## When a metal's k-point mesh only looks converged

How fine a k-point mesh to pay for depends on what the calculation must deliver: an energy, a stress, or the state of the electrons at the Fermi level. In this TiO cell a single point is wrong by electronvolts per atom. The 4×4×2 mesh is wrong by about ten meV per atom, and by about 2 GPa in single stress components. The two finest meshes agree with the reference to a few tenths of a meV per atom, yet they still miss almost half of the overlap between the bands at the Fermi level.

K-mesh errors against a 12×12×6 mesh for a four-atom TiO cell, randomly displaced and strained, then held fixed. Ansatz 0.2.0, plane-wave PAW, scalar-relativistic PBEsol without spin polarisation, 420 eV cutoff, Gaussian smearing of 0.1 eV, Gamma-centred meshes. Energies are extrapolated to zero smearing, pressure is positive in compression, and force changes are per component.

```tsv
k mesh	energy less reference (meV/atom)	pressure less reference (GPa)	largest force change (eV/Å)
1x1x1	2600	52.5	3.37
4x4x1	58.7	1.01	0.139
4x4x2	12.0	0.218	0.0736
6x6x2	-1.68	-0.011	0.022
6x6x4	-0.229	0.017	0.02
8x8x4	0.385	0.018	0.0069
```

The calculations use PBEsol without spin, on a cell whose atoms and edges were displaced at random. They therefore test the mesh and not the properties of TiO. The displacement has a use: it leaves large forces, in which errors can be seen that symmetry could hide in a perfect crystal.

### A false insulator

At the single point Γ the cell appears to have a gap of 0.16 eV, while every other mesh finds a metal. The reason is one of counting. The cell holds 36 electrons, which fill 18 levels at one point, and the distance to the nineteenth level then passes for a gap. Whether the top of the eighteenth band lies above the bottom of the nineteenth, somewhere else in the zone, can't be seen from Γ.

The gap is a symptom of the poor mesh. The smearing of the levels beside it is not the source of the energy error, as an estimate shows. The two levels beside the gap lie 0.082 eV from the Fermi level, and the smearing width is $\sigma = 0.1$ eV, so $x = 0.082/0.1 = 0.82$. Each level contributes, for each spin, a smearing term

$$\frac{\sigma}{2\sqrt{\pi}}\,e^{-x^2} \approx 14\ \text{meV}.$$

Two levels and two spins give 57 meV per cell, as the program reports. The gap was taken from the same run, so this is no independent test of the energy, but the agreement shows that all other levels lie too far from the Fermi level to count. Half of this term, shared among four atoms, is the correction to zero smearing: 7 meV/atom. The energies in the table already include it, and the error is still 2600 meV/atom. Smearing is thus ruled out as the main cause. The likely source is the filled bands as a whole, which one point represents badly.

### What a mesh leaves out

Theory explains why. The energy of the bands varies through the zone as a sum of waves, $\sum_R \varepsilon_R \cos(\mathbf{k}\cdot\mathbf{R})$, where $\mathbf{R}$ joins two cells of the crystal and $\varepsilon_R$ is the strength of that term. The true average keeps only the term with $\mathbf{R}=0$. A mesh of $N$ points along an axis also keeps each term whose $\mathbf{R}$ spans $N$ cells, or a multiple of $N$, because such a wave has the same value at all mesh points. With $N=1$ even the strong coupling between adjacent cells is counted wrongly.

For filled bands separated from the empty ones by a gap, these terms die away exponentially with distance. In a metal the Fermi level cuts through a band, and the sharp edge between filled and empty states makes the terms long-ranged, with a sign that oscillates with distance. Smearing softens the edge and damps the most distant terms.

A ring of atoms with one orbital and one electron each, coupled by $t$, shows the change of sign in its simplest form. Its levels are $-2t\cos(2\pi j/N)$ with $j = 0, 1, \dots, N-1$, and a ring of $N$ atoms is the same as a chain sampled at $N$ points. Filling the lowest levels gives an energy per atom of $-t$ for $N=4$, $-8t/6$ for $N=6$ and $-1.21t$ for $N=8$. The endless chain has $-4t/\pi = -1.27t$, so the error is positive, then negative, then positive again.

The energy error in the table also changes sign, from 12.0 meV/atom at 4×4×2 to −1.68 at 6×6×2, and it is positive again at 8×8×4, though there it is so small that the unknown error of the reference may decide the sign. The ring shows that a metal can behave in this way, but a change of sign doesn't prove that a crystal is a metal: with a gap the terms are expected to shrink faster, yet they can still differ in sign. It can't predict at which mesh TiO does so, because TiO has many bands, three dimensions and smeared occupations. At Γ the likeness fails outright: the ring comes out too low in energy and TiO too high.

A simple rule, in which the error falls exponentially with the shortest distance after which the mesh repeats, does poorly here. The 4×4×2 and 6×6×2 meshes share that distance, 11.3 Å, yet their errors differ sevenfold in size and have opposite signs. The rule looks only at the shortest repeat and ignores the other axes: along the two short axes of the cell the first mesh repeats after 11.4 Å, the second only after 17.1 Å. Nor can it follow an error that passes through zero. Fitted to the five metallic rows, the rule misses some of them by a factor of three to four. It puts the error at Γ, which was left out of the fit as a false insulator, about 34 times too low. The output below gives this fit and the stress errors axis by axis.

### A small pressure error can hide a large stress error

At 4×4×2 the pressure is off by only 0.22 GPa, which looks harmless beside a pressure of about −10 GPa. The stress along x, however, is off by +2.1 GPa and the stress along z by −2.0 GPa. Pressure is the mean of the three normal stresses, so these errors nearly cancel. A likely cause is that a coarse mesh gives the wrong weight to states that bond along different axes, and so moves tension from one axis to another. The 6×6×2 mesh is finer only along the two short axes of the cell, yet it brings the errors along both x and z down to 0.3 GPa or less. This points to the in-plane mesh as the main source of the z error too. Which states carry the error the runs do not show.

The 4×4×1 mesh shows what such an error can do. It finds the strongest tension along y, whereas the reference finds it along z. A relaxation of the cell shape would start from a wrong picture of which axis pulls hardest. For film stress, elastic constants or cell shapes, the separate stress components are therefore the quantities to converge.

### What an average cannot show

The overlap between the highest band that is mostly filled and the next one is 64 meV at 8×8×4, but 115 meV on the reference mesh. Energy and stress are averages over the zone, while an overlap is set by two extreme points, and a mesh that steps over them reports too small a value. The states near these extremes are few and lie close to the Fermi level, so the total energy hardly notices their absence. Since the overlap still grows up to the reference mesh, even the reference value may be too small.

The choice between the last two meshes shows how to read such a test. By energy error, 6×6×4 looks slightly better than 8×8×4, but both errors are a few tenths of a meV per atom and the reference's own error is unknown. The largest force change decides more clearly: it falls from 0.020 to 0.0069 eV/Å. The finer mesh is worth its cost where forces are needed to about 0.01 eV/Å, and neither is fine enough to settle the band overlap.

Output of the analysis:

```
Stress less reference in GPa:
    row       xx        yy       zz  pressure  worst component over pressure error
  1x1x1    49.15     103.5    4.773      52.5                                1.971
  4x4x1  -0.2045    -2.272    5.511      1.01                                5.456
  4x4x2    2.066    0.5767   -1.991     0.218                                9.479
  6x6x2   0.2984   -0.5627   0.2314    -0.011                                51.15
  6x6x4   0.0187   -0.1573   0.1876     0.017                                11.04
  8x8x4  0.01723  -0.03332  0.07076     0.018                                3.931
Fermi level and forces:
    row  shortest repeat in Å  band overlap in meV  overlap in % of reference  smearing term in meV per cell  force error in % of largest force
  1x1x1                 2.852               -164.6                     -143.1                          57.33                              126.1
  4x4x1                 5.637                41.89                      36.43                          13.71                              5.199
  4x4x2                 11.27                 49.4                      42.95                          6.854                              2.753
  6x6x2                 11.27                59.42                      51.67                          3.753                             0.8229
  6x6x4                 17.11                60.94                      52.99                          3.417                             0.7481
  8x8x4                 22.55                63.78                      55.46                          3.372                             0.2581
Energy change from 4x4x1 to 4x4x2, meV/atom: -46.7
Energy change from 4x4x2 to 6x6x2, meV/atom: -13.68
Energy change from 6x6x2 to 6x6x4, meV/atom: 1.451
Energy change from 6x6x4 to 8x8x4, meV/atom: 0.614
Stress zz less yy at 4x4x1, GPa: 2.926
Stress zz less yy in the reference, GPa: -4.857
Smearing term at Gamma from two levels alone, meV per cell: 57.33
Correction to zero smearing at Gamma, meV/atom: 7.167
fit of log10(abs(e)) on 5 rows (L > 3): constant 2.278 +/- 0.64, coefficient of L -0.1381 +/- 0.043; rms 0.432, worst 6x6x4 0.555, leave-one-out rms 0.825
  rows outside the fit (model, value, miss): 1x1x1 1.884, 3.415, -1.53
Factor by which the exponential rule underestimates the Gamma error: 33.97
Largest factor missed among the metallic rows: 3.585
```
